The mean polarisability of these twelve CH$_3$–Cd–X molecules, computed with B3LYP, can be estimated from one property of the ligand, the polarisability of its parent molecule HX:

$$\alpha \approx 37 + 1.3\,\alpha(\mathrm{HX}) \quad (\text{bohr}^3).$$

Here $\alpha$ is the mean of the three principal values of the static polarisability tensor. The two constants were fitted to all twelve rows and rounded, and the rule then misses the computed values by 3.5% rms. The inputs $\alpha(\mathrm{HX})$ are rough recalled values of two figures; they stand with the row-by-row errors in the printed output after the text.

Neutral singlet CdMeX molecules (Me = CH$_3$) in the gas phase, computed with PySCF 2.14.0 at the B3LYP/def2-SVPD level with density fitting, on PBE0-D3(BJ)/def2-SVP geometries. The polarisability is the static mean, with core orbitals frozen in the response; the ionisation energy is vertical, taken as a difference of total energies.

```tsv
complex	formula	nearest atoms	mean metal-ligand distance (Å)	point group	electrons	valence electrons	polarisability (bohr^3)	largest over smallest principal value	ionisation energy (eV)	dipole (D)
CdMe(CCH)	C3H4Cd	C2	2.07	C3v	70	28	65.8	2.13	10.04	0.90
CdMeEt	C3H8Cd	C2	2.12	Cs	74	32	74.5	1.80	8.42	0.17
CdMe(OMe)	C2H6CdO	C1 O1	2.03	C1	74	32	64.1	1.83	9.02	2.17
CdMe(SMe)	C2H6CdS	C1 S1	2.23	Cs	82	32	84.4	1.88	8.43	2.04
CdMe(SeMe)	C2H6CdSe	C1 Se1	2.29	C1	100	32	93.8	1.88	8.18	1.86
CdMeBr	CH3BrCd	Br1 C1	2.27	Cinfv	92	26	69.9	1.93	10.22	3.08
CdMe(CN)	C2H3CdN	C2	2.08	C3v	70	28	57.0	2.00	10.61	4.81
CdMeF	CH3CdF	C1 F1	2.01	C3v	66	26	43.4	1.70	10.91	3.47
CdMeI	CH3CdI	C1 I1	2.36	Cinfv	110	26	86.1	1.94	9.53	2.69
CdMe(NH2)	CH5CdN	C1 N1	2.06	C1	66	26	55.9	1.78	8.69	1.08
CdMe(SiH3)	CH6CdSi	C1 Si1	2.32	C3	74	26	83.2	1.87	8.67	0.86
CdMeH	CH4Cd	C1 H1	1.90	C3v	58	20	48.0	1.66	9.50	0.47
```

### Why a sum can work

The geometries show a Cd–CH$_3$ bond of about 2.1 Å in every row, so the spread in the mean metal-ligand distance comes almost wholly from Cd–X. That suggests one constant for the CdMe part and a term for X. Theory argues for adding them: two fragments of polarisability $a$ and $b$ at distance $R$ polarise each other through their induced dipoles, and to first order

$$\alpha_\parallel = a+b+\frac{4ab}{R^3},\qquad \alpha_\perp = a+b-\frac{2ab}{R^3}.$$

With one direction along the axis and two across it, the coupling drops out of the mean and survives in the anisotropy. At bonding distance the coupling is strong and higher orders do not cancel, so the argument supports the form $A + s\,\alpha(\mathrm{HX})$ but leaves the slope $s$ to be fitted.

### CCH, Et and OMe: why the input is a molecule

Ethyl and OMe show why HX serves better than a sum over free atoms; for CCH the two do equally well. An atom that forms bonds generally holds its valence electrons more tightly and becomes less polarisable. A two-parameter fit to recalled free-atom values therefore overshoots ethyl, with its many C–H bonds, by 11% of the computed value, while the rule based on ethane is 2% high. The parent HX already carries the contraction, because X has in it the same bonds as in the complex, with H in the place of Cd.

CdMe(OMe) serves as a first worked row. Methanol is recalled at roughly 22 bohr³, so $\alpha \approx 37 + 1.3\times 22 = 65.6$ bohr³, against 64.1 in the table. The row was part of the fit; refitted without it, the line lands 3.1% high, which is the fairer measure for a new ligand.

The column "largest over smallest principal value" is highest for CCH, at 2.13, with CN next at 2.00. These ligands are rods that lie along the C–Cd–C axis, and their own long direction adds to the axial coupling. The mean still obeys the rule, but a line fitted to the two smaller components, which knows only the mean input, overshoots CCH by 9.7%.

### SMe and SeMe: where the slope of 1.3 sits

For these two rows the input is itself built up, as the recalled hydride H$_2$S or H$_2$Se plus about 12 bohr³ for a CH$_2$ group, so their close fit rests on softer inputs than it seems. From OMe to SMe the input rises by 15 bohr³ and the computed mean by 20.3. The principal values of the same calculations locate the surplus: the largest, which points near the C–Cd–X axis, rises by 28.4, the other two by 13.6 and 19.2, whose mean of 16.4 is close to the rise of the input. SMe is more sharply bent at the donor atom than OMe, so this pair alone is not a clean test.

The whole series repeats this. Fitted against $\alpha(\mathrm{HX})$ over all rows, the largest component has slope 1.91 and the mean of the two smaller ones has slope 1.00, which average with weights one and two to the slope of the rule. A more polarisable ligand thus raises the response along the molecule about twice as much as the response in either direction across it. Dropping the surplus is costly: pure addition with $s=1$ nearly doubles the rms error, to 6.7%.

The cause of the surplus is untested, and two guesses can be made to fit the slopes. X may be as polarisable as HX, with an extra axial response from charge flowing along C–Cd–X. Or X may enter about 1.3 times as polarisable as its input, because it is anion-like next to Cd, and dipole coupling then lifts the axial slope and lowers the transverse one. The halides do not decide between them. From F to Br to I the two smaller components rise by 18.1 and 12.2 against 18.4 and 12.0 in the input, yet dipole coupling should lower the transverse response under either guess. The first gives this match only if that lowering is weak or offset by something else, the second only if it cancels the extra polarisability of X at each step. Since $A$ and $s$ also trade against each other in the fit, neither is a property of the CdMe group or of the bond.

### Br, CN, F and I: electrons and ionisation energy mislead

F, Br and I have the same 26 valence electrons, yet $\alpha$ doubles from 43.4 to 86.1 bohr³. The outer shell of a heavier halogen is larger and more loosely held, and HF, HBr and HI show the same growth. The bromide and iodide are labelled C$_{\infty v}$ but contain a methyl group and are near C$_{3v}$ like the fluoride, so the three have one shape.

CdMeI is the second worked row. With HI at roughly 36 bohr³, $\alpha \approx 37 + 1.3\times 36 = 83.8$ bohr³, which is 2.7% below the table's 86.1, and leaving the row out of the fit gives the same error. For the axial component a second rule takes 1.44 times the mean, the average ratio over all rows. This gives 121 bohr³ where the calculation has 127.2.

An estimate from the ionisation energy IE, the vertical cost of removing one electron, does much worse. The exact expression is $\alpha = \sum_n f_n/\omega_n^2$ in atomic units, over excitations of energy $\omega_n$ and oscillator strength $f_n$, and the Unsöld step collapses it to $cN/\mathrm{IE}^2$ with $N$ valence electrons. With $c$ fitted to all rows the rms error is 19%, and iodide comes out 33% low. One energy has to stand for a whole spectrum, whereas IE describes only the orbital that is emptied.

That orbital changes along this stretch. The triplet states of the same runs imply a π-type pair at the top in Br and I but a single σ-type HOMO in F and CN, and the bromide's IE belongs to a hole in HOMO-2, so a lower cation state is not excluded. Spin-orbit coupling, absent here, would also split the π hole of iodine and shift its IE. Dropping the bromide leaves the Unsöld error at 17.5%, so that one irregular row is not the source of the failure.

### NH$_2$, SiH$_3$ and H: the edge of the rule

The amide makes the same point from the other side. Its HOMO lies mainly on nitrogen and it ionises 0.84 eV below the iodide, yet it is 30.2 bohr³ less polarisable. An easily removed lone pair on a small atom adds little to the response of the whole cloud, and the rule based on ammonia is within about 1%.

The last two rows are the worst, both underestimated: SiH$_3$ by 5.5% and H by 8.3%. It would take an error of about 10% in the recalled silane value, $1.3\times 3.2 \approx 4$ bohr³, to cover the silyl miss. Silane's polarisability is well established near 32 bohr³, so the miss more likely belongs to the rule than to its input.

For the hydride the input is too small to matter much. H$_2$ and HF are recalled as nearly equal, yet CdMeH is 4.6 bohr³ above CdMeF, with gains both along and across the axis. A guess is that hydrogen draws less charge from Cd than fluorine and leaves the supposedly constant part softer; the HOMO of this row is indeed shared among Cd, C and H. Silyl fits the same picture: its HOMO is shared among C, Si and Cd, and the Cd–CH$_3$ bond is 2.13 Å there and 2.12 Å in the hydride, against 2.08 Å in the fluoride. The guess is incomplete, as ethyl has the same 2.12 Å bond and fits well. The dipole column is no test of it, being the difference of two opposed bond polarities.

### Range

With each row left out of its own fit the rms error is 4.4%, and H grows to 11%, with SiH$_3$ next at 5.8%, so the rule is weakest for the two least electronegative donor atoms; F, with an input as small as that of H, stays within 4%. It reproduces this calculation for neutral two-coordinate CdMeX: static field, frozen cores in the response, scalar relativity only through core potentials on Cd and I, with none on Se or Br and no spin-orbit term anywhere, no vibration, and one conformer for each bent ligand, not necessarily the same kind from row to row. In the neighbouring Zn or Hg series the additivity argument is unchanged, so the order of the ligands should largely carry over. The constant would need refitting, smaller for the more compact Zn, and held down for Hg by the relativistic contraction of its 6s shell; the table tests neither case.

The analysis program printed:

```
alpha range 43.4 to 93.8 bohr^3, ratio 2.16; rounding 0.05 bohr^3 = 0.12% at most
26 valence electrons: 5 rows, alpha 43.4 to 86.1, ratio 1.98
fit A = 37.3 bohr^3, s = 1.30; pocket rule alpha = 37 + 1.3*alpha(HX)
X, alpha(HX), alpha, rule, error %, left-out %, alpha-HX, atom-sum %, Unsold %, alpha*IE^2 (a.u.), largest/mean
CCH   23.0  65.8  66.9  +1.7  +2.3  42.8  +1.6 -14.7  8.96  1.55
Et    30.0  74.5  76.0  +2.0  +2.7  44.5 +11.0 +22.4  7.13  1.40
OMe   22.0  64.1  65.6  +2.3  +3.1  42.1  +8.8 +23.9  7.04  1.42
SMe   37.0  84.4  85.1  +0.8  +1.5  47.4  -3.1  +7.8  8.10  1.42
SeMe  44.0  93.8  94.2  +0.4  +1.2  49.8  -3.4  +3.0  8.48  1.41
Br    24.0  69.9  68.2  -2.4  -2.2  45.9 -11.3 -28.1  9.86  1.47
CN    17.0  57.0  59.1  +3.7  +4.8  40.0  +4.7 -11.9  8.67  1.50
F      5.6  43.4  44.3  +2.0  +3.8  37.8  +7.7  +1.7  6.98  1.38
I     36.0  86.1  83.8  -2.7  -2.7  50.1 -15.7 -32.8 10.56  1.48
NH2   15.0  55.9  56.5  +1.1  +1.9  40.9  +3.6 +24.4  5.70  1.40
SiH3  32.0  83.2  78.6  -5.5  -5.8  51.2  +5.7 -16.0  8.45  1.45
H      5.4  48.0  44.0  -8.3 -11.0  42.6  -1.1  -6.8  5.85  1.36
pocket rule: rms 3.5%, worst H -8.3%, SiH3 -5.5%
each row left out of its own fit: rms 4.4%, worst H -11.0%, SiH3 -5.8%
pocket rule rms 2.2 bohr^3; rows within 3%: 9 of 12
pure addition s = 1, A = 44.6: rms 6.7%, worst F +15.6%, CN +8.1%
free-atom sum, 43.5 + 0.88*sum: rms 7.8%, worst I -15.7%, Br -11.3%
Unsold, N = valence, c = 0.27: rms 18.9%, worst I -32.8%, Br -28.1%
Unsold, N without Cd 4d, c = 0.41: rms 23.1%, worst I -37.6%, Br -33.1%
Unsold without Br (HOMO-2 hole), c = 0.27: rms 17.5%, worst I -34.1%, NH2 +22.2%
  that fit on Br: -29.4%
NH2 against I: IE lower by 0.84 eV, alpha lower by 30.2 bohr^3
largest component = 52.7 + 1.91*HX: rms 4.3%, worst F +6.2%, SiH3 -5.5%
mean of two smaller = 29.5 + 1.00*HX: rms 5.2%, worst H -11.3%, CCH +9.7%
largest component = 1.44*pocket rule: rms 4.4%, worst F +6.8%, SiH3 -6.1%
F to Br: alpha +26.5, HX +18.4, largest +43.3, smaller two +18.1 bohr^3
Br to I: alpha +16.2, HX +12.0, largest +24.2, smaller two +12.2 bohr^3
OMe to SMe: alpha +20.3, HX +15.0, largest +28.4, smaller two +16.4 bohr^3
SMe to SeMe: alpha +9.4, HX +7.0, largest +12.8, smaller two +7.6 bohr^3
F to H: alpha +4.6, HX -0.2, largest +5.5, smaller two +4.1 bohr^3
worked I: 37 + 1.3*36 = 83.8 vs 86.1; largest 121 vs 127.2 bohr^3
worked OMe: 37 + 1.3*22 = 65.6 vs 64.1; largest 94 vs 91.2 bohr^3
10% error in alpha(HX) shifts the estimate by 1.6 to 6.1%
correlation of rule error with dipole: +0.40
```
